**Notebook: naming eight meta-substituted phenols from three shieldings and a gap**

Eight phenols carry a group meta to the OH, and their rows have been shuffled. I want to see how far the four computed columns, from a non-relativistic hybrid-functional calculation in the gas phase, name them, and to write down how sure each name is before looking.

PBE0/pcSseg-1 with density fitting in PySCF 2.14.0, non-relativistic, gas phase, GFN2-xTB geometries, for phenols with the group * meta to the OH; the marked atom is the ring carbon that carries it. NICS is the negative GIAO shielding at the ring centre (0) or 1 Å off it (1, mean of both faces), zz along the ring normal. Electronegativities are Pauling's. Candidates: *N, *F, *C(=O)O, *CC, *O, *C(F)(F)F, *C#N, *Cl.

| row | NICS(0) (ppm) | NICS(1) (ppm) | NICS(1)zz (ppm) | HOMO-LUMO gap (eV) |
| --- | --- | --- | --- | --- |
| A | -9.0 | -9.6 | -22.6 | 6.04 |
| B | -10.1 | -10.3 | -24.5 | 6.38 |
| C | -9.8 | -11.1 | -26.8 | 6.08 |
| D | -9.4 | -11.0 | -26.2 | 5.42 |
| E | -9.8 | -10.6 | -25.4 | 6.26 |
| F | -10.9 | -10.9 | -26.0 | 6.44 |
| G | -9.5 | -10.8 | -26.2 | 6.34 |
| H | -9.8 | -11.0 | -26.3 | 5.66 |

**What the columns measure**

A nucleus-independent chemical shift is the magnetic shielding at an empty point, with its sign reversed, so that a negative value means the electrons screen an applied field there. NICS(0) is taken at the ring centre and NICS(1) at 1 Å from it along the normal, averaged over both faces. Both are isotropic, one third of the trace of a tensor. NICS(1)zz is the single component for a field along the normal, the only direction that drives a current round the ring. It still contains σ terms and the field of the group's own electrons, so it measures the π current only approximately. The gap is the distance between the highest filled and lowest empty orbital.

First I check whether NICS(1) says anything of its own. From the trace, NICS(1) = (xx + yy + zz)/3, so the mean of the two in-plane components is (3·NICS(1) − NICS(1)zz)/2. For row A this is (−28.8 + 22.6)/2 = −3.1 ppm, and over all rows it stays between −3.1 and −3.4 ppm, with rounding able to move each value by 0.1. NICS(1)zz spans 4.2 ppm. The factor 1/3 is an identity; the finding is that the in-plane part hardly responds to the group. NICS(1) is thus NICS(1)zz/3 shifted by about −2.2 ppm, and three clues remain.

**First clue: the current and the lone pairs**

The six π electrons of a benzene ring carry a diatropic current because they fill the ring's orbitals to a closed shell, and the response comes from transitions between the filled degenerate pair and the empty pair with one more unit of angular momentum. A group with a lone pair parallel to the π system disturbs this. In perturbation theory the lone pair mixes into the empty ring orbitals with amplitude β/ΔE, where β is the coupling across the bond and ΔE the energy distance, so the charge handed over goes as β²/ΔE². In resonance language this is weight for a quinoid form, with a partial double bond to the group and extra charge on the ortho and para carbons. The six bonds are no longer equivalent, the degenerate pairs split, and the current should weaken. Along N, O, F the lone pair sinks, ΔE grows, and the disturbance should fall. Chlorine has a fairly high lone pair but a long bond and a diffuse 3p orbital, so β is small.

The values show three rows standing apart: A at −22.6, B at −24.5 and E at −25.4 ppm. The other five lie between −26.0 and −26.8. The strongest donor on the list is the amine, and A is 1.9 ppm clear of the next row, so A is the amine. B should be the second donor, hydroxyl. E is a weak donor, which could be chlorine, fluorine or, through hyperconjugation, ethyl.

**Second clue: the centre of the ring**

The ring centre lies in the nodal plane of the π orbitals and close to six C–C σ bonds. It is well established that NICS(0) therefore holds local σ contributions besides the π current, that these deshield the centre, and that electronegative substituents, fluorine above all, make NICS(0) more negative. I take that sign as known behaviour and do not derive it. To isolate the local part I subtract a share of the current:

S = NICS(0) − NICS(1)zz/3

The share 1/3 assumes that the π current gives the same zz component at the centre as at 1 Å. A crude model of two current loops, with a rough recalled radius of 1.4 Å and height of 0.64 Å, gives about 0.4, so the order is right and no more. Because the in-plane part is nearly constant, S is, up to a constant, simply NICS(0) − NICS(1), which can be read off by eye: 0.0 (F), 0.2 (B), 0.6 (A), 0.8 (E), then 1.2 (H), 1.3 (C, G) and 1.6 ppm (D).

The step from 0.8 to 1.2 is about as wide as the step from 0.2 to 0.6, so the values alone do not say where to cut. The list does: four candidates bind through carbon and four through a more electronegative atom. Cutting four and four puts C, D, G and H together, and these also share NICS(1)zz within 0.6 ppm, as groups without a lone pair on the binding atom should. The other set contains A and B, already taken as N and O, and leaves E and F for the halogens. F has the most negative S, a current close to that of the carbon-bound rows and the widest gap, all of which suit a deep lone pair on the most electronegative atom. F is fluorine and E chlorine.

**Third clue: the gap**

Among C, D, G and H the current is of no help. The gap is: 5.42 (D), 5.66 (H), 6.08 (C) and 6.34 eV (G). A C=O or C≡N group conjugated with the ring brings a low π* orbital that mixes with the ring's empty orbitals and pulls the LUMO down, so the two narrowest gaps of the whole set belong to the acid and the nitrile. CF₃ has no π* orbital, but its low C–F σ* orbitals can accept weakly, whereas ethyl offers nothing low-lying; C should be CF₃ and G ethyl. For D against H I have only a lean: the sp carbon of a nitrile withdraws σ charge more strongly, and H has the more negative S (−1.03 against −0.67 ppm).

**The assignment, before looking**

Sure: A is the amine; D and H are the acid and the nitrile as a pair. Nearly sure: F is fluorine, B is hydroxyl, each backed by two columns. Probable: E is chlorine and G ethyl, since their gaps differ by only 0.08 eV and the choice hangs on reading S as electronegativity; C is CF₃, on a gap 0.26 eV below G and little else. Ambiguous: H nitrile and D acid, a guess with a weak reason.

The rows with their labels:

| group * | formula | binding atom | its electronegativity | bond from the marked atom to the group (Å) | NICS(0) (ppm) | NICS(1) (ppm) | NICS(1)zz (ppm) | HOMO-LUMO gap (eV) |
| --- | --- | --- | --- | --- | --- | --- | --- | --- |
| *C#N | C7H5NO | C | 2.550 | 1.415 | -9.8 | -11.0 | -26.3 | 5.66 |
| *C(=O)O | C7H6O3 | C | 2.550 | 1.478 | -9.4 | -11.0 | -26.2 | 5.42 |
| *C(F)(F)F | C7H5F3O | C | 2.550 | 1.502 | -9.8 | -11.1 | -26.8 | 6.08 |
| *CC | C8H10O | C | 2.550 | 1.502 | -9.5 | -10.8 | -26.2 | 6.34 |
| *N | C6H7NO | N | 3.040 | 1.381 | -9.0 | -9.6 | -22.6 | 6.04 |
| *Cl | C6H5ClO | Cl | 3.160 | 1.728 | -9.8 | -10.6 | -25.4 | 6.26 |
| *O | C6H6O2 | O | 3.440 | 1.360 | -10.1 | -10.3 | -24.5 | 6.38 |
| *F | C6H5FO | F | 3.980 | 1.350 | -10.9 | -10.9 | -26.0 | 6.44 |

All eight names hold: A amine, B hydroxyl, C CF₃, D acid, E chlorine, F fluorine, G ethyl, H nitrile. A correct guess on D and H is one success at even odds and doesn't confirm the reason given. With labels in hand the arguments can be held against numbers; residuals are in the printed output below.

**How well the local term follows electronegativity**

A straight line of S against the Pauling electronegativity χ of the binding atom, fitted to all eight rows, gives S = 1.77 − 1.03χ ppm. Worked for fluorine, which is part of the fit: S = 1.77 − 1.03 × 3.98 = −2.33, NICS(1)zz/3 = −26.0/3 = −8.67, and the sum is NICS(0) = −11.0 ppm against −10.9 computed. The rms miss in NICS(0) is 0.13 ppm, where rounding allows at most 0.07. Electronegativity alone leaves 0.37 ppm and NICS(1)zz alone 0.48, so both terms are needed to describe these eight values, as expected if two effects add at the centre. Freeing the share gives 0.29 with almost no gain; it trades against the other two constants and I attach no meaning to it.

The line has two weak places. Pauling's 2.55 describes a carbon atom, not a group, so four rows sit at one abscissa and scatter over 0.37 ppm, with the nitrile and the acid at the two ends. Ethyl falls beside the acid although it is the poorest σ acceptor, so my lean on D and H does not extend to an order of all four. Nitrogen and chlorine also come out reversed, by about 0.1 ppm, and the unrounded outputs keep the reversal. That the χ term is of σ origin is argued from the position of the probe and from established behaviour; the fit shows only a correlation.

One conclusion is firm for these rows. Fluorophenol has the most negative NICS(0), 1.9 ppm beyond the amine, yet its NICS(1)zz is no stronger than that of any carbon-bound row. NICS(0) would rank it the most aromatic ring, and the component closest to the current does not support this.

**How well donation explains the current**

Relative to the carbon-bound mean of −26.38 ppm, the amine is weaker by 14% and hydroxyl by 7%. A line through N, O and F alone, an empirical stand-in for β²/ΔE², has slope −3.57 ppm per unit of χ and misses by up to 0.3 ppm, which for three points and two constants is a mild test. Chlorine was left out as a third-row atom. The line predicts −11.9 − 3.57 × 3.16 = −23.2 ppm for it, and the calculation gives −25.4, a miss of 2.2 ppm in the direction of weaker donation. Its bond is 0.364 Å longer than the mean of the other three, which fits the argument from small β without proving it. Over all eight rows χ explains next to nothing of NICS(1)zz (rms 1.20 ppm against 1.27 with no model), since the carbon-bound groups have the lowest χ but no lone pair to give.

The same runs give charges and orbital energies that probe donation more directly. The intrinsic-atomic-orbital charge on the carbon para to the group is most negative for the amine (−0.255 e) and hydroxyl (−0.244 e), the two weakest currents. Ethyl, at −0.227 e, then seems to misfit by 1.4 ppm. That carbon is also next to the C–OH, however, and the charge on its hydrogen falls into two clusters, near 0.14 e for ethyl, hydroxyl and amine and near 0.17 e for the other five. I infer that the OH points different ways in the two sets. Within the first set charge and current run in the same order. Within the second, fluorine has the more negative para carbon but chlorine the less negative NICS(1)zz. Summed over the para and both ortho carbons, which should damp the effect of the OH direction, the charge is −0.615 e for chlorine, level with ethyl (−0.620), against −0.689 for fluorine and −0.722 for hydroxyl, so donation hardly accounts for chlorine's shift. A likely part of it is local: a diamagnetic atom lying beside the probe, nearly in the ring plane, deshields it for a field along the normal, and chlorine has the larger electron cloud. These runs do not separate that term from the π current. In the Mayer bond orders the quinoid picture does leave a trace for the strongest donor: the amine has the highest order of all eight for the bond to the group and the widest spread of ring orders, with the bonds between ortho and meta carbons strengthened. For hydroxyl, the second donor, the trace is not clear: the bond to the group is no stronger than for ethyl, and the ring orders span 0.097 for hydroxyl, the same for the nitrile and 0.100 for the acid. One conformer per molecule was computed, so differences of a few tenths of a ppm between the sets, including the N, O, F line, may contain this rotation.

The amine is also not flat. Its two faces differ by 0.29 ppm, and its dipole of about 1.2 D lies almost wholly along the axis on which the planar molecules have 0.3 D at most, which, if the coordinate frames are laid out alike, points to a pyramidal nitrogen, while the ring carbon that carries it is planar, with bond angles summing to 360°. Pyramidalisation turns the lone pair partly out of conjugation and is sensitive to the geometry method and to vibration, which is not averaged here, so the 14% belongs to this geometry. For the carbon-bound rows the 0.6 ppm span is smaller than the 0.68 ppm between the two faces of ethylphenol, and I give their order no cause.

**Why the gap named groups but not currents**

The orbital energies confirm the reading of the gap. Relative to ethyl, the LUMO drops by 1.50 eV in the nitrile and 1.40 eV in the acid. What separates the two is mostly the HOMO, 0.35 eV lower in the nitrile, as inductive withdrawal would have it. The amine and CF₃ have gaps within 0.04 eV by opposite routes: the amine lifts the HOMO by 0.61 eV, more than the LUMO, while CF₃ lowers both, the LUMO more. Their NICS(1)zz values are the two extremes of the table. A fit of NICS(1)zz to the inverse gap is hardly better than the mean. The HOMO alone correlates (r = 0.87) but also carries inductive shifts, and it can't tell ethyl from hydroxyl, which lie 0.02 eV apart.

Why π acceptors leave NICS(1)zz unchanged while donors weaken it is not settled by these numbers; a low π* orbital splits the ring's degenerate pairs too, so the mixing argument alone would predict some loss of current. My guess has two parts: a meta acceptor has no quinoid form joining it to the OH donor, and the C=O or C≡N bond adds its own anisotropic shielding above the ring. The first part implies that a para acceptor would weaken the current, but it can't be the whole story, since a meta donor has no such form either. The second the table can't test: a small loss of current offset by a local term would look just like ethyl, and even the sign of that term at the probe is not established here. By the arguments above, a neighbouring group is placed by three questions: a high, well-overlapping lone pair makes NICS(1)zz less negative, so protonating the amine should return it toward the carbon-bound range and bromine should resemble chlorine; an electronegative binding atom pulls NICS(0) toward NICS(1); and a conjugated π* orbital narrows the gap. Since the OH is present throughout, each shift here is measured between phenols, not from an unperturbed benzene ring.

The analysis program printed:

```
row: in-plane(1A), n0-n1, S=n0-zz/3, res(S), res(free k), zz-<zz>C [ppm]
*C#N        -3.35   1.2  -1.03 -0.19 -0.21 +0.07
*C(=O)O     -3.40   1.6  -0.67 +0.18 +0.17 +0.18
*C(F)(F)F   -3.25   1.3  -0.87 -0.02 -0.06 -0.43
*CC         -3.10   1.3  -0.77 +0.08 +0.07 +0.18
*N          -3.10   0.6  -1.47 -0.11 +0.02 +3.77
*Cl         -3.20   0.8  -1.33 +0.14 +0.14 +0.98
*O          -3.20   0.2  -1.93 -0.17 -0.14 +1.88
*F          -3.35   0.0  -2.23 +0.08 +0.02 +0.38
max rounding error: in-plane 0.10, n0-n1 0.10, S 0.07, zz 0.05 ppm
spans: n0 1.9, n1 1.5, zz 4.2, in-plane 0.30 ppm; gap 1.02 eV
(1) n1 = zz/3 -2.16 ppm: rms 0.07, worst *C(=O)O -0.10 ppm; mean in-plane -3.24
    free slope n1 vs zz 0.365 (trace: 0.333)
(2) S = 1.77 -1.03*chi: rms 0.13, worst *C#N -0.19 ppm
    free: a 0.46 ppm, k 0.29, s -0.99 ppm/unit: rms 0.12, worst *C#N -0.21 ppm
    n0 on chi only: rms 0.37, worst *N +0.83 ppm
    n0 on zz only: rms 0.48, worst *F -1.03 ppm
    crude two-loop B(0)/B(1A) 1.3, k about 0.4
    n0-n1: C-bound 1.2..1.6, hetero 0.0..0.8 ppm; S span C-bound 0.37
(3) zz(N,O,F) = -11.9 -3.57*chi; residuals N,O,F [ 0.17 -0.3   0.13] ppm
    Cl left out (3p): predicted -23.2, miss -2.2 ppm; bond longer than N,O,F mean by 0.364 A
    C-bound zz mean -26.38, span 0.6 ppm; *N weaker by 14%, *O 7%
zz vs rival chi: slope 0.83, r +0.33, rms 1.20, worst *N +2.85 ppm
zz vs rival 1/gap: slope -25.66, r -0.20, rms 1.25, worst *N +2.91 ppm
zz vs probe HOMO: slope 2.62, r +0.87, rms 0.62, worst *CC -1.36 ppm
zz vs probe q(para C): slope -34.48, r -0.81, rms 0.74, worst *CC -1.39 ppm
zz about its mean (no model): rms 1.27 ppm
vs *CC: dGap, dHOMO, dLUMO [eV]; q(para C), q(para H) [e]; |face diff zz| [ppm]
*C#N       -0.68 -0.82 -1.50 -0.174 0.172 0.04
*C(=O)O    -0.92 -0.47 -1.40 -0.173 0.168 0.01
*C(F)(F)F  -0.26 -0.65 -0.91 -0.179 0.169 0.24
*CC        +0.00 +0.00 +0.00 -0.227 0.142 0.68
*N         -0.30 +0.61 +0.31 -0.255 0.139 0.29
*Cl        -0.08 -0.37 -0.46 -0.196 0.167 0.00
*O         +0.04 +0.02 +0.06 -0.244 0.142 0.01
*F         +0.10 -0.35 -0.25 -0.205 0.166 0.01
*C#N - *C(=O)O: n0 -0.4, zz -0.1 ppm; gap +0.24, HOMO -0.35, LUMO -0.10 eV
*C(F)(F)F - *CC: n0 -0.3, zz -0.6 ppm; gap -0.26, HOMO -0.65, LUMO -0.91 eV
*Cl - *O: n0 +0.3, zz -0.9 ppm; gap -0.12, HOMO -0.39, LUMO -0.51 eV
*C(F)(F)F - *N: n0 -0.8, zz -4.2 ppm; gap +0.04, HOMO -1.26, LUMO -1.22 eV
```
